Electrolytic domain of an acceptor-doped oxide and the Schmalzried voltage

An oxygen-ion electrolyte such as La0.9Sr0.1Ga0.8Mg0.2O(3−δ) (LSGM) always carries some electrons and holes beside its oxygen vacancies. At a given temperature two pressures, Pn and Pp, fix how much of the current is ionic, over which range of oxygen pressure the oxide serves as an electrolyte, and what voltage a cell built on it shows at open circuit.

Conventions

P is the oxygen partial pressure in atm, with 1 atm as standard state, so that the molar chemical potential of O₂ is μ = μ° + RT ln P. Inside the solid, P means the pressure of a gas that would be in equilibrium with that point. Defects are in Kröger-Vink notation, with • a positive and ′ a negative effective charge. [V] is the concentration of V_O••, [A] the sum of [Sr_La′] and [Mg_Ga′], n and p those of free electrons and holes, all in cm⁻³. A mobility u is a drift velocity per unit field in cm²/(V s), so that σ = |z| e u c in S/cm for a carrier of charge number z and concentration c. The voltage E is the potential of electrode 2 minus that of electrode 1.

Premises

(a) The charged defects are the immobile, uniform acceptors Sr_La′ and Mg_Ga′, doubly charged vacancies, electrons and holes. Cation vacancies, oxygen interstitials and protons are negligible.
(b) Every volume element is neutral and in local chemical equilibrium.
(c) Electrons and holes are dilute (Boltzmann statistics), and n, p ≪ [A].
(d) Transport is linear, each carrier responds only to its own electrochemical potential gradient, and the mobilities do not depend on P.
(e) The cell is isothermal and one-dimensional, both leads are of the same metal, and each surface of the oxide is in equilibrium with its gas and with the electrons of its lead.

1. Carrier concentrations

Two equilibria connect the mobile defects:

O_O× ⇌ ½O₂ + V_O•• + 2e′,  KR = [V] n² P^(1/2)   (1)
nil ⇌ e′ + h•,  Ki = n p   (2)

Neutrality reads 2[V] + p = [A] + n. By premise (c) it reduces to

[V] = [A]/2   (3)

which does not depend on P. In LSGM each Sr on La and each Mg on Ga is short of one positive charge, so a formula unit holds 0.30 acceptors and δ = 0.15. That empties 5 % of the oxygen sites, which is not a dilute solution. The derivation survives this, because the activity coefficient of the vacancies and the fraction of occupied sites depend on composition, the composition is fixed by (3), and both are absorbed into KR as constants.

Solving (1) for n, and then (2) for p:

n = (KR/[V])^(1/2) P^(−1/4),  p = Ki ([V]/KR)^(1/2) P^(1/4)   (4)

The same result follows from formation energies. Removing an O atom to the gas and two electrons to the Fermi level costs, per vacancy, ΔGf = ΔG° + ½ kT ln P + 2EF, where ΔG° collects the terms that do not depend on P or EF. A fixed [V] means a fixed ΔGf, so EF = EF(1 atm) − (kT/4) ln P. With n ∝ exp(EF/kT) this gives n ∝ P^(−1/4).

The size of the neglected term follows from the full neutrality condition, [V] = [A]/2 + (n − p)/2. The relative change of [V] is (n − p)/[A], and since n ∝ [V]^(−1/2) at fixed P, the relative change of n is −(n − p)/(2[A]) to first order.

2. Partial conductivities and the transference number

The three conductivities are σion = 2e uV [V] = e uV [A], σn = e un n and σp = e up p. The first is independent of P, the others vary as P^(−1/4) and P^(1/4). Define Pn as the pressure at which σn = σion, and Pp as that at which σp = σion. A power law is fixed by its exponent and one point, so

σn = σion (P/Pn)^(−1/4),  σp = σion (P/Pp)^(1/4)   (5)

Comparing (5) with (4) expresses the two pressures through the defect constants:

Pn^(1/4) = un (KR/[V])^(1/2) / (2 uV [V]),  Pp^(1/4) = 2 uV [V] (KR/[V])^(1/2) / (up Ki)   (6)

The ionic transference number is the ionic share of the total conductivity, tion = σion/(σion + σn + σp). Dividing through by σion:

tion = 1 / (1 + (P/Pn)^(−1/4) + (P/Pp)^(1/4))   (7)

From here on, x = P^(1/4), a = Pn^(1/4), b = Pp^(1/4), so that σn/σion = a/x, σp/σion = x/b and tion = 1/(1 + a/x + x/b).

Premise (c) can now be stated in terms of conductivities. Dividing σn = e un n by σion = e uV [A]:

n/[A] = (σn/σion)(uV/un),  p/[A] = (σp/σion)(uV/up)   (8)

At P = Pn the first ratio equals uV/un. Equation (7) therefore holds down to Pn only if electrons are much more mobile than vacancies, and likewise for holes and Pp. Otherwise Pn and Pp are extrapolated parameters of the P^(∓1/4) branches and (7) applies only where the ratios (8) are small.

3. The electronic minimum

The electronic conductivity is σel = σn + σp = σion (a/x + x/b). Its derivative with respect to x is σion(−a/x² + 1/b), which vanishes at x² = ab, and the second derivative 2aσion/x³ is positive. The minimum lies at

P* = (ab)² = (Pn Pp)^(1/2)   (9)

midway between Pn and Pp on a logarithmic scale. There both terms equal (a/b)^(1/2), so σn = σp and σel,min = 2σion (a/b)^(1/2) = 2σion (Pn/Pp)^(1/8). The product σn σp = e² un up n p = e² un up Ki is the same at every P by (2), and at the minimum each factor is its square root:

σel,min = 2e (un up Ki)^(1/2) = 2σion (Pn/Pp)^(1/8)   (10)

The two forms agree with (6), whose ratio is a/b = un up Ki/(2 uV [V])². The first form contains neither KR nor [A]. At given mobilities and Ki, doping moves the position of the minimum but not its depth. The minimum is not the point n = p, since σn = σp means n/p = up/un. The largest transference number is tmax = 1/(1 + 2(a/b)^(1/2)).

4. The electrolytic domain

The ionic domain is the range where tion ≥ 0.5, and the electrolytic domain, by the usual convention, the range where tion ≥ 0.99. For a threshold t0 the condition tion ≥ t0 is a/x + x/b ≤ ε, with ε = (1 − t0)/t0. Multiplying by bx > 0 gives x² − εb x + ab ≤ 0, which holds between the roots

x± = (εb/2) [1 ± (1 − 4a/(ε²b))^(1/2)]   (11)

The roots are real if 2(a/b)^(1/2) ≤ ε, which is the statement tmax ≥ t0. Their product is ab, so the domain is centred on P* in log P. For 4a/(ε²b) ≪ 1 the upper root tends to εb and the lower one, ab/x₊, to a/ε:

P₋ = Pn/ε⁴,  P₊ = ε⁴ Pp   (12)

With ε = 1 the ionic domain runs from Pn to Pp. With t0 = 0.99, ε = 1/99 and ε⁻⁴ = 9.6 × 10⁷, so the electrolytic domain is narrower by almost eight decades at each end. This large margin is the consequence of the exponent 1/4.

If σn and σp at fixed P and σion have activation energies En, Ep and Eion, the ratio a/b = σn σp/σion² has the activation energy En + Ep − 2Eion. When this is positive, as expected where the band gap contained in Ki is several times Eion, the domain narrows on heating.

5. Open-circuit voltage: the Wagner integral

Let z run through the oxide from surface 1 (z = 0, pressure P1) to surface 2 (z = L, pressure P2). For a carrier of charge number zk and molar electrochemical potential ηk, premise (d) gives the particle flux −(σk/zk²F²) dηk/dz and the current density jk = −(σk/zkF) dηk/dz.

The ionic current may be counted as O²⁻ ions moving one way or vacancies the other. Since the number of sites is fixed, dη(V••) = −dη(O²⁻), and both counts give jion = (σion/2F) dηO/dz, with ηO the potential of O²⁻. Equilibrium (2) gives dηh = −dηe, so electrons and holes add up to jel = (σel/F) dηe/dz. Equilibrium (1), written as ½O₂ + 2e⁻ ⇌ O²⁻, gives

dηO = ½ dμ + 2 dηe   (13)

At open circuit no current flows in the leads. A neutral one-dimensional conductor has a uniform total current, so jion + jel = 0 at every z. Inserting (13):

σion (¼ dμ + dηe) + σel dηe = 0,  hence  dηe = −(tion/4) dμ   (14)

In a lead ηe = μe − Fφ. Both leads have the same μe, and ηe is continuous across each contact by premise (e). Therefore E = φ2 − φ1 = −(ηe,2 − ηe,1)/F, and

E = (1/4F) ∫ tion dμ = (RT/4F) ∫ tion d ln P,  from P1 to P2   (15)

This is Wagner's formula. The side with the higher oxygen pressure is positive. Because tion depends on position only through P, the profile P(z) and the thickness drop out. For tion = 1 it gives the Nernst voltage EN = (RT/4F) ln(P2/P1) = (RT/F) ln(x2/x1).

6. The Schmalzried voltage

With P = x⁴, d ln P = 4 dx/x, and (15) becomes E = (RT/F) ∫ tion dx/x.

For n-type leakage alone, drop x/b. Then tion = x/(x + a), the integrand is 1/(x + a), and

E = (RT/F) ln[(P2^(1/4) + Pn^(1/4)) / (P1^(1/4) + Pn^(1/4))]   (16)

This is Schmalzried's expression. Its prefactor is RT/F because the 4 of the Nernst factor has cancelled against the exponent. For x1, x2 ≫ a it returns EN. For x1 ≪ a the voltage no longer depends on P1 and saturates at Esat = (RT/F) ln(1 + x2/a), which is (RT/4F) ln(P2/Pn) for x2 ≫ a. The cell then reads as if the low side were held at Pn, which is one way of determining Pn.

With both branches, tion/x = 1/(x + a + x²/b) = b/(x² + bx + ab). Factor the denominator as (x + α)(x + β), with α + β = b and αβ = ab. This gives α = (b/2)(1 − w), β = (b/2)(1 + w), w = (1 − 4a/b)^(1/2), real for b > 4a. Since β − α = bw, the partial fractions are b/((x + α)(x + β)) = (1/w)[1/(x + α) − 1/(x + β)], and

E = (RT/wF) ln[(x2 + α)(x1 + β) / ((x1 + α)(x2 + β))]   (17)

This is exact within (7). Expanding in a/b gives α = a(1 + a/b + …), β = b − α and 1/w = 1 + 2a/b + …. Existence of an electrolytic domain requires a/b ≤ ε²/4, so for any electrolyte these corrections are below ε²/2 and may be dropped:

E = (RT/F) { ln[(x2 + a)/(x1 + a)] − ln[(x2 + b)/(x1 + b)] }   (18)

The first term is (16), the second the loss through holes. Subtracting (18) from EN and writing ln(x + a) = ln x + ln(1 + a/x) and ln(x + b) = ln b + ln(1 + x/b) gives EN − E = Δn + Δp, with

Δn = (RT/F) [ln(1 + a/x1) − ln(1 + a/x2)],  Δp = (RT/F) [ln(1 + x2/b) − ln(1 + x1/b)]   (19)

Both are positive for P2 > P1. Where a/x and x/b are small the logarithms can be linearised, Δn ≈ (RT/F) a (x2 − x1)/(x1x2) and Δp ≈ (RT/F)(x2 − x1)/b, so that

Δn/Δp ≈ ab/(x1x2) = (Pn Pp/(P1 P2))^(1/4)   (20)

Equation (16) describes the loss of voltage only if this ratio is large, that is if (P1P2)^(1/2) lies far below P*. For widely separated pressures Δn is about RT/F times σn/σion at the reducing surface and Δp about RT/F times σp/σion at the oxidising surface. The ratio E/EN is the average of tion over ln P, and it can lie much closer to 1 than tion at the worse surface.

7. Leakage current and electrode polarisation

At open circuit ions and electrons still flow, in compensating currents. From (13) and (14), jion = (σion/F)(¼ dμ/dz + dηe/dz) = (σion/4F)(1 − tion) dμ/dz. In the steady state no oxygen accumulates, so jion is uniform, and σion is uniform by (3). Integrating over the thickness and using (15):

jion = σion (EN − E)/L = (EN − E)/Rel,  Rel = L/σion   (21)

A positive jion along z means O²⁻ moving from side 2 to side 1, and the O₂ permeation flux is jion/4F.

This flux has to cross both surfaces. Suppose oxygen exchange has a finite area-specific resistance Rp, summed over both electrodes, while electron exchange stays fast. The pressures just inside the surfaces then move towards each other, and the Nernst voltage formed from them is EN − jion Rp. Equations (15) and (21) hold with these inner pressures. As long as jion Rp ≪ RT/F the values of x1 and x2 in (19) barely change, so jion is still (Δn + Δp)/Rel, and

EN − E = (Δn + Δp)(1 + Rp/Rel)   (22)

Polarisation rivals the bulk effect whenever Rp is comparable with Rel.

8. Range of validity

Fixed vacancy content. The ratios (8) must be small at both surfaces, and half their value is the relative departure of n or p from (4). When n approaches [A], neutrality turns towards n = 2[V], where (1) gives n³ ∝ P^(−1/2), an exponent of −1/6, and σion begins to depend on P. Equation (15) still holds there, but (7) and (16) to (22) do not.

Charge states. EF must stay well below the (2+/+) and (2+/0) transition levels of the vacancy and well above any level at which the acceptors bind a hole. Trapping leaves the exponents of the free carriers unchanged as long as the trapped fraction of [V] or [A] is small. Multivalent impurities such as Co or Fe can add hopping conduction with another dependence on P.

Homogeneity. Space-charge layers at grain boundaries and contacts violate premise (b) locally, and second phases make tion depend on position other than through P. Films as thin as their space-charge layers are outside the model.

Coupling and temperature. Cross terms between ionic and electronic fluxes are neglected, and temperature gradients add thermoelectric voltages.

Kinetics. Premise (e) requires Rp ≪ Rel, or the use of (22). Gas leaks and slow gas diffusion lower E in the same direction as electronic leakage. At low temperature, where oxygen exchange is frozen, n and p no longer follow the gas.

Stability. The formulas say nothing about decomposition. Under strongly reducing conditions at high temperature gallates lose gallium as volatile Ga₂O and are finally reduced, at pressures many decades above Pn.

9. Numerical illustration at 1000 °C

The inputs for LSGM are approximate: σion = 0.30 S/cm, a volume of 0.060 nm³ per formula unit, Pn = 1 × 10⁻³¹ atm and Pp = 4 × 10⁷ atm. The two pressures were chosen to reproduce the typical behaviour of this oxide, in which hole conduction is just below 1 % of the total in air and electron conduction matters only below about 10⁻²³ atm. They are uncertain by at least a decade, and a decade changes σn, σp, Δn or Δp by a factor of 1.8. All results below are the model's. At T = 1273.15 K, RT/F = 109.7 mV, and one decade of P is worth 63.2 mV of Nernst voltage, or 63.2 meV of EF.

Premise (c). [A] = 5.0 × 10²¹ cm⁻³, [V] = 2.5 × 10²¹ cm⁻³ and uV = σion/(e[A]) = 3.7 × 10⁻⁴ cm²/(V s). With an assumed low electronic mobility of 0.01 cm²/(V s), (8) gives n/[A] = 0.037 at Pn, and a hundredth of that at the edge of the electrolytic domain.

Minimum and domain. a = 1.78 × 10⁻⁸, b = 79.5 and a/b = 2.2 × 10⁻¹⁰, so (18) and (17) differ by a few parts in 10¹⁰. The minimum lies at P* = 2.0 × 10⁻¹² atm, with 1 − tmax = 3.0 × 10⁻⁵ and σel,min = 9.0 × 10⁻⁶ S/cm, which by (10) means (un up Ki)^(1/2) = 2.8 × 10¹³ cm⁻¹ V⁻¹ s⁻¹. In (11), 4a/(ε²b) = 8.8 × 10⁻⁶, so (12) applies, and the domain runs from 9.6 × 10⁻²⁴ to 0.42 atm. These limits restate the choice of Pn and Pp. The span is 22.6 decades, or 1.43 V.

Cell. Take air, P2 = 0.21 atm, against P1 = 3 × 10⁻¹⁸ atm, an approximate value for hydrogen with about 3 % steam. Then x2 = 0.677, x1 = 4.16 × 10⁻⁵ and EN = 1063.9 mV, where the last digits serve only for the subtraction. At the air side σp/σion = 8.5 × 10⁻³, σp = 2.6 × 10⁻³ S/cm and tion = 0.9916. At the fuel side σn/σion = 4.3 × 10⁻⁴ and tion = 0.9996. Equation (19) gives Δn = 0.047 mV and Δp = 0.93 mV, together 0.98 mV, so E = 1062.9 mV and E/EN = 0.9991. The ratio (20) is 0.050. In this cell (16) would miss most of the loss, and (18) is needed. The two losses become equal at P1 = PnPp/P2 = 1.9 × 10⁻²³ atm. Continued formally, Δn is 1.9 mV at P1 = 10⁻²⁴ atm and 76 mV at P1 = Pn, and (16) saturates at 1.915 V, a plateau that lies beyond the stability of the oxide.

Leakage. For L = 1 mm, Rel = 0.33 Ω cm², jion = 2.9 mA/cm² and the O₂ flux is 7.6 × 10⁻⁹ mol/(cm² s). An assumed Rp = 0.3 Ω cm² gives jion Rp = 0.88 mV, small against RT/F, and raises the loss to 1.9 mV by (22). The model's loss is thus 1 to 2 mV. As typical knowledge, real cells often fall several to some tens of mV below EN through seals, pores and poorer electrodes, so a voltage deficit alone overstates the electronic conductivity.

Contrast with zirconia. Yttria-stabilised ZrO₂, the acceptor-doped form of a memory-capacitor dielectric and the usual probe for oxygen in furnace gases, obeys the same model. Approximate inputs for 8 mol % Y₂O₃ at 1000 °C are Pn = 5 × 10⁻³⁰ atm and Pp = 2 × 10¹³ atm. Then P* = 1.0 × 10⁻⁸ atm and the model's domain runs from 4.8 × 10⁻²² to 2.1 × 10⁵ atm. Between the same two gases Δn = 0.12 mV and Δp = 0.035 mV, a ratio of 3.5. Here (16) carries the leading loss, and by (20) its share grows as P1^(−1/4) relative to the hole term when the low side is made more reducing.